## Results and discussion

Setting up a cation from a known neutral diatomic means deciding whether to move the starting bond length, and the scan around it, inward or outward, and how far. In these four minimal-basis Hartree–Fock pairs the bond length r_e moves by 4 to 13 %, a few hundredths to a few tenths of an ångström, and the harmonic wavenumber ω_e changes by anything from 3 % to a half. The forces behind the shifts run from about half an eV/Å to a few eV/Å. Electron counting gets the direction right for three pairs and wrong for NaBe, where the computed neutral is very probably a product of the basis.

Neutral diatomics and their cations, computed with PySCF 2.14.0 at the non-relativistic Hartree–Fock/STO-3G level, each as one determinant with its occupation held (RHF for closed shells, UHF for σ and ROHF for π radicals). r_e and ω_e come from Dunham fits to the bond curve for the main isotopes, and the Mayer bond order is taken at r_e.

| molecule | charge (e) | valence electrons | unpaired | r_e (Å) | r_e less the neutral's (Å) | ω_e (cm⁻¹) | Mayer bond order |
| --- | --- | --- | --- | --- | --- | --- | --- |
| ClF+ | 1 | 13 | pi1 | 1.610 | -0.068 | 1133 | 1.46 |
| ClF | 0 | 14 | none | 1.678 | 0.000 | 1033 | 1.00 |
| Li2+ | 1 | 1 | sigma1 | 3.035 | 0.338 | 313 | 0.50 |
| Li2 | 0 | 2 | none | 2.696 | 0.000 | 409 | 1.00 |
| MgS+ | 1 | 7 | pi1 | 2.115 | 0.116 | 657 | 1.16 |
| MgS | 0 | 8 | none | 1.999 | 0.000 | 678 | 1.48 |
| NaBe+ | 1 | 2 | none | 2.720 | 0.309 | 281 | 0.12 |
| NaBe | 0 | 3 | sigma1 | 2.411 | 0.000 | 574 | 0.49 |

ClF shortens on ionisation, while Li2, MgS and NaBe lengthen. In all four pairs ω_e and the Mayer bond order (a count of shared electrons taken from the density matrix) move opposite to r_e. The column "unpaired" gives the symmetry, σ or π, of the singly occupied orbital. Symmetry alone does not fix the direction, since ClF⁺ and MgS⁺ both carry a π hole and shift opposite ways.

### Shift as force over stiffness

Let I(r) = E₊(r) − E₀(r) be the energy needed to remove the electron at distance r. At the neutral minimum E₀ is flat, so the cation curve has the slope dI/dr there, and a harmonic cation with force constant k₊ settles at Δr ≈ −(dI/dr)/k₊. With frozen orbitals (Koopmans' theorem) I is minus the orbital energy ε. An antibonding orbital sinks as the bond stretches, so I rises with r and the ion contracts; a bonding orbital does the reverse. The force constant follows from k = μ(2πcω_e)², with the same reduced mass μ for both members of a pair.

In this frozen-orbital picture the emptied orbital sets the sign, and the stiffness has a large say in the size. ClF⁺ has k₊ = 58 eV/Å² and Li2⁺ only 1.3 eV/Å². The product k·Δr, with k from either member of the pair, is 3 to 4 eV/Å for ClF but about half an eV/Å for Li2. ClF thus has the largest force and the smallest shift of the four pairs. Li2 has its one bonding σ pair cut to a single electron shared equally between the atoms, and a weak force on a very soft bond gives the largest shift.

Bond-order rules keep the sign at best. The Pauling form Δr = −c ln(n₊/n₀) was fitted by least squares to all four pairs with one constant c. With n counted by filling the valence electrons into σ, σ*, π, σ, π*, σ* as for a homonuclear molecule, NaBe goes from order ½ to 1 and should shorten. With Mayer orders every sign is right, but c = 0.27 Å leaves an rms misfit of 0.09 Å, far above the rounding of the table, and Li2 lengthens 0.15 Å more than the fit says. The form contains no k, but stiffness alone does not explain the misfit: the c that each pair would need is 0.18 Å for stiff ClF and 0.22 Å for soft NaBe, against 0.48 Å for MgS and 0.49 Å for the much softer Li2.

### ClF: an antibonding hole that relaxes

The highest orbital of neutral ClF is the π* combination, 0.875 on Cl by Mulliken population, and the estimate can be carried through with k₊ from the cation's own ω_e and no constant adjusted to the shifts. Its energy falls on stretching, so that −ε has the slope +1.55 eV/Å at the neutral r_e. Then Δr ≈ −1.55/58 = −0.027 Å, against −0.068 Å in the table. The sign is right and the size is 40 % of the tabulated shift.

Most of the shortfall lies in keeping the orbitals frozen. The computed cation curve has the slope +3.36 eV/Å at the same distance, about twice the frozen value, and 3.36/58 gives 0.058 Å. The harmonic step misses the remainder in the expected direction, because a bond curve flattens on its outer side.

The Mayer order tells the same story. By its definition, one electron or hole that is alone in its spin and symmetry, with population a on one atom, contributes 2a(1 − a) in this minimal basis, which is an identity for reading the state and no test of the model. The frozen hole would add 0.22, about half of the gain of 0.46. In this basis the charge on Cl and the Mayer order of ClF⁺ together fix the relaxed hole at 0.5 to 0.65 on Cl, much more evenly shared. Theory argues the reason: a more positive Cl lowers its 3p level toward F 2p, the two mix more strongly, and the π electron left without its π* partner becomes properly bonding.

The direction for ClF is safer than the size. The cation is a spin-restricted determinant whose unrestricted counterpart has ⟨S²⟩ = 0.85 instead of 0.75, and its dipole and charge turn irregular at distances just inside the minimum, where a change of solution is possible but not shown. The neutral ω_e of 1033 cm⁻¹ lies well above a rough recalled measured value near 800 cm⁻¹, with the minimal basis and the lack of correlation both in play.

### NaBe: an ion pair, not a σ* electron

Counting fails for NaBe because the computed neutral is not a σ²σ*¹ molecule. Its dipole divided by the bond length corresponds to 0.66 e near r_e, and at the outer end of the scan the dipole grows at 1.1 e per unit of stretch, which is the behaviour of Na⁺Be⁻. The cation is Na⁺ resting on a neutral Be atom, with +0.94 e on Na and a Mayer order of only 0.12. The electron that distinguishes the two sits mainly on beryllium.

The slope agrees with this reading, though it does not prove it, since a bonding orbital would also rise with distance. The lowest empty orbital of NaBe⁺, mostly Be 2p, rises with distance at +1.69 eV/Å at the cation r_e, close to the slope of the neutral curve there, +1.74 eV/Å. An electron on Be attracted by a unit charge on Na would give e²/(4πε₀r²) = 1.95 eV/Å, some 15 % above the orbital slope. Ionisation removes this Coulomb pull, so the bond lengthens and keeps only a quarter of its force constant.

This state is very probably a product of the basis. The same calculation puts Na⁺ 3.16 eV below neutral Na, whereas ionising sodium costs roughly 5 eV (a rough recalled value). A basis that holds the Na 3s electron so badly pushes it onto Be, and at 3.32 Å the neutral even lies 0.65 eV above its own cation. The NaBe rows describe this determinant, and neither the size nor the cause of the shift should be carried over to the real molecule.

### MgS: a nearly nonbonding hole in a polar bond

The π hole of MgS⁺ is 98 % S 3p, so it is close to a lone-pair orbital and quite unlike the π* of ClF. As the orbital stands in the cation, one electron in it is worth only 0.045 of the Mayer drop of 0.32. The rest reflects how the orbitals, this one included, change their sharing between neutral and ion. The neutral is strongly polar, and in the cation Mg carries +1.08 e while S is about neutral. Loss of the attraction between Mg and negative S, with weaker π donation from S to Mg, is the likely cause of the lengthening, as in NaBe, but it is argued and not tested here.

The irregular feature is stiffness. A constant extra force on a bond curve gives d ln k/d ln r = 3a₁, where a₁ is the cubic Dunham coefficient, and for MgS⁺ this is −7.7. The pair shows only −1.1, while ClF and Li2 (−4.5 each) and NaBe (−11.8) change their stiffness far more per unit of shift. The added force is far from constant here: at the same distance the cation curve is more strongly bent than the neutral one, so the outward push fades quickly as the bond stretches. Why it fades so fast is open, and an artefact is possible: the cation minimum lies only 0.94 eV above the neutral one, far too low for a real ionisation energy, which casts doubt on how well the two curves are balanced in this basis. MgS⁺ is also a spin-restricted determinant whose unrestricted counterpart is spin-contaminated, much as in ClF⁺.
